## Scattering by a norm-conserving potential away from its reference energy

A pseudopotential replaces the atomic core by a smoother scatterer. Outside the core radius a valence wave of given l and energy E is fixed, up to its amplitude, by the ratio of slope to value at one radius, so two cores that give the same ratio act alike on their surroundings. The construction enforces this at one reference energy per channel. The table follows a Troullier-Martins potential for phosphorus (PBEsol, non-relativistic) away from those energies.

Scattering phases of a P atom at a test radius of 1.961 bohr, computed with ld1.x 7.5 (PBEsol, non-relativistic). The separable Troullier-Martins pseudopotential has a [Ne] core, 3s2 3p3 reference valence, core radii of 1.7 (s) and 1.8 bohr (p), the p channel as local potential and a nonlinear core correction. The reference energies are -1.017 (s) and -0.4035 Ry (p).

| energy (Ry) | phase s all-electron (rad) | phase s error (rad) | phase p all-electron (rad) | phase p error (rad) |
| --- | --- | --- | --- | --- |
| -3.000 | 1.0899 | -0.0016 | 1.1998 | -0.0017 |
| -2.520 | 0.9675 | -0.0018 | 1.1460 | -0.0017 |
| -2.040 | 0.7344 | -0.0020 | 1.0655 | -0.0018 |
| -1.560 | 0.2290 | -0.0014 | 0.9321 | -0.0017 |
| -1.080 | -0.5581 | -0.0001 | 0.6787 | -0.0014 |
| -0.600 | -1.0631 | -0.0006 | 0.1507 | -0.0003 |
| -0.120 | -1.2978 | -0.0015 | -0.5955 | -0.0006 |
| 0.360 | -1.4233 | -0.0025 | -1.0627 | -0.0023 |
| 0.840 | -1.5021 | -0.0036 | -1.2886 | -0.0036 |
| 1.320 | -1.5581 | -0.0050 | -1.4131 | -0.0046 |
| 1.800 | -1.6021 | -0.0069 | -1.4926 | -0.0058 |
| 2.280 | -1.6396 | -0.0096 | -1.5497 | -0.0074 |
| 2.760 | -1.6742 | -0.0136 | -1.5950 | -0.0094 |
| 3.240 | -1.7086 | -0.0197 | -1.6340 | -0.0122 |
| 3.720 | ? | ? | ? | ? |
| 4.200 | ? | ? | ? | ? |
| 4.680 | ? | ? | ? | ? |

The phase is φ = arctan(r u′/u) at the test radius r, with u the radial function times the radius, and the error is pseudo minus all-electron. The rows are trial energies in one spherical atom without spin resolution; they say nothing about the quartet state of real phosphorus. The settings of the potential were drawn at random, not tuned, so the size of its errors does not show what the scheme can reach.

### Why the phase falls and the error starts at second order

A higher energy bends the wave more inside the sphere, so u′/u at the surface drops. In Rydberg units u″ = (V + l(l+1)/r² − E)u. Differentiating with respect to E and integrating from the origin gives

d(u′/u)/dE = −∫₀ʳ u² dr / u(r)², hence dφ/dE = −r ∫₀ʳ u² dr / (u² + r²u′²).

Both all-electron phases indeed fall in every known row. Their passage through −π/2, near 1.45 Ry for s and 2.49 Ry for p, is u(r) = 0, a node crossing the test radius. Theory then gives the central result: at the reference energy the pseudo wave matches outside the core and encloses the same norm, so phase and slope agree and the error begins at Δ², with Δ = E − E_ref. The table agrees, since each error is smallest in the row next to the reference and negative on both sides, although steps of 0.48 Ry cannot prove a zero slope.

The phase error is a distorted gauge, because the arctangent flattens where |r u′/u| is large. From −2.04 to −3.00 Ry the s error shrinks from −0.0020 to −0.0016 rad, while the error in r u′/u itself grows from −0.0036 to −0.0075. A steadier measure is the energy shift δE defined by φ_pseudo(E) = φ_AE(E + δE), to first order the error divided by dφ/dE. It is positive and grows with |Δ| on both sides in both channels. The ratio δE/Δ² rises with energy, for p from 2.7 to 11.9 mRy/Ry²; s does likewise except at −1.08 Ry, where the entry is one unit of the last digit. A positive δE means that the pseudo phase runs ahead of the all-electron one. If it stays ahead down to −π, the next level of the pseudo sphere with u′(r) = 0 lies below the all-electron one, and a lower level would give the positive sign on both sides of the reference. The table points that way but stops short of that level.

### The model

The quantity cot φ = u/(r u′) rises with E and has a pole wherever u′(r) = 0. Keeping two poles and a constant for the rest,

cot φ = γ₁/(E₁ − E) + γ₂/(E₂ − E) + R₀.

An unweighted least-squares fit to the 14 known phases of each channel is good to 0.0001 rad. The residues γ₁ of 0.594 Ry (s) and 0.627 Ry (p) lie 14 and 21 % above 2/r² = 0.520 Ry, the value of every s level in a flat sphere. The constants γ₂, E₂ and R₀ trade against each other and carry no meaning. On this curve δE = Δ²(c₂ + c₃Δ + c₄Δ²) was fitted in the same way to the known errors, with rms deviations of 0.00010 rad (s) and 0.00006 rad (p), near the printed resolution. The form cΔ²exp(kΔ) does two to three times worse, and a plain phase error −aΔ² at least ten times worse, failing most at −3.00 Ry.

For p at 3.72 Ry, a row outside the fit, Δ = 4.12 Ry and Δ² = 17.0 Ry². Then δE = 17.0 × (0.00499 + 0.00137 × 4.12 + 0.00017 × 17.0) = 0.230 Ry. The predicted all-electron phases at 3.72 and 4.20 Ry give a slope of (−1.7054 + 1.6698)/0.48 = −0.074 rad/Ry, so the error is about −0.0170 rad; the full mapping gives −0.0169.

### Predictions

The ranges below were set without sight of the withheld rows. Ranges were set for the phases too, by judgement; they are not listed, but their hits and misses are told after the computed values. The model's bars are twice the miss found when the last three known rows were dropped and predicted; they are widened to at least 0.0005 rad for the phases and to the gap between the two δE forms for the errors. All entries are in rad.

| quantity | E (Ry) | range | model |
|---|---|---|---|
| phase s | 3.72 | not listed | −1.7444 ± 0.0005 |
| | 4.20 | not listed | −1.7845 ± 0.0011 |
| | 4.68 | not listed | −1.8321 ± 0.0028 |
| phase p | 3.72 | not listed | −1.6698 ± 0.0005 |
| | 4.20 | not listed | −1.7054 ± 0.0010 |
| | 4.68 | not listed | −1.7430 ± 0.0022 |
| error s | 3.72 | −0.027…−0.032 | −0.0307 ± 0.0016 |
| | 4.20 | −0.039…−0.052 | −0.0500 ± 0.0051 |
| | 4.68 | −0.055…−0.088 | −0.087 ± 0.015 |
| error p | 3.72 | −0.015…−0.017 | −0.0169 ± 0.0005 |
| | 4.20 | −0.019…−0.023 | −0.0242 ± 0.0013 |
| | 4.68 | −0.025…−0.032 | −0.0366 ± 0.0031 |

In words, the s steps grow again and the p steps level, near 0.034 rad by judgement and near 0.036 rad in the model; the errors stay negative, grow faster than Δ², are larger for s than for p at each energy, and show no jump of π. A narrow s resonance from the separable form would break the forecast, since the ghost check covers bound levels only.

### Computed values

The withheld rows as computed:

| energy (Ry) | phase s all-electron (rad) | phase s error (rad) | phase p all-electron (rad) | phase p error (rad) |
| --- | --- | --- | --- | --- |
| 3.720 | -1.7450 | -0.0299 | -1.6704 | -0.0161 |
| 4.200 | -1.7865 | -0.0474 | -1.7070 | -0.0221 |
| 4.680 | -1.8371 | -0.0807 | -1.7467 | -0.0314 |

The statements on the errors hold and all six errors lie in their ranges. No jump of π appears, though a level narrower than the grid could escape. Of the six unlisted phase ranges four held; at 4.68 Ry s falls outside its range by 0.0001 rad, the last printed digit, and p by 0.0007 rad. The s steps grow as forecast, but the p steps level at 0.036 rad, not 0.034, and the last has already risen to 0.040.

The model's bars fared worse. All six phases are more negative than predicted and outside their bars, by up to 0.0050 rad (s) and 0.0037 rad (p) from the prediction. The trial misses had the same sign, which marks a systematic fault. It can be argued that a constant R₀ ignores the rise of the farther poles and that data ending at 3.24 Ry fix E₂ poorly, so a trial made further from the second pole understates the miss.

The errors were overestimated in size in all six cases. The s values stay inside their bars, 3, 5 and 8 % below the predictions; the p values, 5, 9 and 14 % below, all fall outside. As the true phases are steeper than the fitted ones, the excess must come from δE. The known rows warned of it: for p, δE/Δ² runs 9.9, 10.9, 11.9 over the last three, a straight line, while the c₄ term, fitted to both sides at once, bends upward. The warning was only partial: with slopes from central differences of the table the ratio is 12.5 at 3.72 Ry, below the 12.9 of the line, and it falls further below the line at 4.20 Ry, so it bends downward and even a straight line would have overshot. The exponential bends more, so the gap between the two forms lay on the wrong side of the truth.

### s against p, and neighbouring cases

Part of the larger s error is distance, the s reference lying 0.61 Ry lower. At Δ = 3.64 Ry the interpolated s error, −0.0123, matches the p error, −0.0122, and at 2.68 Ry s is the smaller. These comparisons carry the distortion of the arctangent, since the s phase is the flatter there. In δE/Δ² the two channels are about level near 2.7 Ry (s 10.4 at Δ = 2.82 Ry, p 9.9 at 2.68 Ry), and s is already the larger near 3.7 Ry (s 13.5 at 3.78 Ry, p 11.9 at 3.64 Ry). Further out s pulls ahead: −0.0299 at Δ = 4.74 Ry nearly equals the p value −0.0314 at Δ = 5.08 Ry. The table cannot say whether the separable projector, the radii or the removal of two core nodes instead of one is responsible.

Level spacings in a sphere scale as the inverse square of its radius, which suggests that much larger core radii would raise δE/Δ². The converse is not safe: a smaller radius need not lower it, and the table, with one radius per channel, does not test the dependence, which has to be scanned channel by channel. A scheme with a second reference energy pins the error to zero there too. A d wave would feel only the local p potential, matched to no d reference, so nothing forces its error or its slope to vanish. Such atomic curves neither give the error in a solid nor set a limit to it. They test the s and p waves in the fixed potential of one atom. In a solid the screening changes, the real core relaxes, the exchange-correlation between core and valence is only modelled, and d waves take part; each of these can add errors that the curves do not show.
